Why does the lowest conduction level of a layered crystal climb steeply along the stacking direction at one in-plane wavevector and fall at another? In SnSe₂ the answer lies in the selenium orbitals that face each other across the gap between layers. Whether they meet with equal or opposite signs depends on the wavevector both along the stack and within the layer.

Energy levels of SnSe₂ (P-3m1, three-atom cell) from FLEUR MaX-R8.1 (patched build s14), using all-electron FLAPW with the HSE06 functional, a 3×3×2 k mesh and a kmax of 4.3 bohr⁻¹, without spin polarisation or spin–orbit coupling. Energies are counted from the valence top, and levels under and over the gap are numbered outwards from it.

```csv
point a (reciprocal cell vector),point b (reciprocal cell vector),point c (reciprocal cell vector),level point (row),level under 4 (eV),level under 3 (eV),level under 2 (eV),level under 1 (eV),level over 1 (eV)
0.0000,0.0000,0.0000,1,-0.782,-0.415,-0.415,0.000,1.948
0.0000,0.0000,0.5000,2,-0.878,-0.878,-0.255,-0.255,3.336
0.0000,0.3333,0.0000,3,-3.088,-2.589,-0.570,-0.211,2.278
0.0000,0.3333,0.5000,4,-2.414,-2.099,-1.234,-0.581,2.014
0.3333,0.3333,0.0000,5,-3.999,-3.635,-1.631,-1.631,2.182
0.3333,0.3333,0.5000,6,-4.574,-4.033,-0.381,-0.381,3.433
```

The points come in pairs that share "point a" and "point b", while "point c" goes from 0 to ½, which reverses the sign of the wavefunction from one layer to the next. Points 1 and 2 are the zone centre and A, points 5 and 6 are K and H, and points 3 and 4 lie two thirds of the way from the centre to M and from A to L. In these hybrid-functional results the lowest empty level ("level over 1") rises by 1.39 eV from the centre to A and by 1.25 eV from K to H. From point 3 to point 4 it falls by 0.26 eV. A single hopping straight up the stack would shift all three pairs alike, so the in-plane phases must matter.

The empty band is, by standard bonding arguments, Sn 5s antibonding with Se 4p. At the zone centre all Sn s orbitals have the same sign, and the p orbitals on the two Se faces of a layer point towards the Sn plane between them. Their outer lobes then meet those of the next layer with equal signs, which is a bonding contact and lowers the level. At A every second layer is reversed, the contact becomes antibonding, and the level rises.

Away from the centre, geometry fixes the Se pattern. The Sn–Se–Sn angle is close to 90°, so each Se atom has one p lobe for each of its three Sn neighbours, and each lobe follows the phase of its own Sn, with the sign reversed because the level is antibonding. Adding the overlaps over the three Se contacts across the gap gives a form factor F, and the rise from c = 0 to c = ½ is proportional to it:

F = rG + (1 − r)(9G + 7T + 6)/18

T = cos 2π(a+2b) + cos 2π(2a+b) + cos 2π(a−b)

G = T + 2[cos 2πa + cos 2πb + cos 2π(a+b)]

Here a and b are the in-plane coordinates of the point, and r is the ratio of sideways (π) to head-on (σ) p overlap, roughly −¼.

At the centre T = 3 and G = 9, so F = 6 + 3r. At point 3, with a = 0 and b = ⅓, both T and G are −1.5, so F = −(1 + r/2). The ratio is −1/6 whatever r is. Scaled by the computed rise at the centre, this predicts 1.39 eV × (−1/6) = −0.23 eV, against −0.26 eV in the table.

Only the centre pair set the scale, so the other two pairs test the model. At K the result depends on r, and r = −¼ gives the right sign but only 0.50 eV, less than half the computed rise. Besides this value of r, the model assumes weak coupling across the gap, contacts there between Se p orbitals only, and a level with the same mix of Sn s and Se p at every point, A included. Which of these causes the misfit is untested. The analysis printed below compares the predictions with the computed changes.

The filled levels show the same contacts at work with other sign patterns. At the centre the top level ("level under 1") is single, which under the threefold symmetry marks it as Se p along the stack, since the in-plane p orbitals form pairs. Here the p orbitals on both faces point the same way, so opposite signs meet across the gap and the level is pushed up. At A the contact turns bonding and the level drops by at least 0.88 eV, out of the four listed, while the upper in-plane pair moves by only 0.16 eV.

At K the highest filled level is itself a pair, and it rises by 1.25 eV on the way to H. Symmetry lets Se p along the stack mix with in-plane p on the opposite Se face, both through the layer and across the gap. The two Se–Se distances are nearly equal, both about 3.8 Å, so at K the two direct routes should almost cancel. At H they should add, which would push the upper pair up. The direct gap stays at 3.81 eV and hides the movement of both edges. Spin–orbit coupling, left out here, would split such pairs.

For the band gap, two effects count. The mean of the empty levels at points 3 and 4 lies 0.50 eV below the mean at the centre and A, and the reversal makes point 4 the lower of its pair. Point 4 lies only 0.07 eV above the empty level at the centre, and bulk SnSe₂ is known to have its conduction minimum at or near L, further along the same line. The smallest gap on this coarse mesh, 1.95 eV at the centre, should therefore not be used as the material's band gap. For a gap or a band offset, choose a centred mesh with even divisions in all three directions, so that L is sampled, and then refine it until both band edges settle.

The analysis program printed:

```
Direct gap at each point in eV:
     row  point  direct gap
     0.0      1       1.948
     0.0      2       3.591
     0.0      3       2.489
     0.0      4       2.595
  0.3333      5       3.813
  0.3333      6       3.814
Lowest empty level, change from centre to A, eV: 1.388
Lowest empty level, change from point 3 to point 4, eV: -0.264
Lowest empty level, change from K to H, eV: 1.251
Predicted change from point 3 to point 4, scale from centre, eV: -0.2313
Predicted change from K to H, scale from centre, eV: 0.4957
Predicted change from K to H without pi overlap, eV: 0.347
Computed ratio of change at points 3 and 4 to change at centre: -0.1902
Highest filled level, change from K to H, eV: 1.25
Highest filled level, change from point 3 to point 4, eV: -0.37
Least fall of the single filled level from centre to A, eV: 0.878
Upper filled pair, change from centre to A, eV: 0.16
Empty level at point 4 above that at centre, eV: 0.066
Mean empty level of points 3 and 4 less mean of centre and A, eV: -0.496
Se-Se distance through the layer, angstrom: 3.766
Se-Se distance across the gap, angstrom: 3.785
Se-Sn-Se angle, degrees: 90.68
```
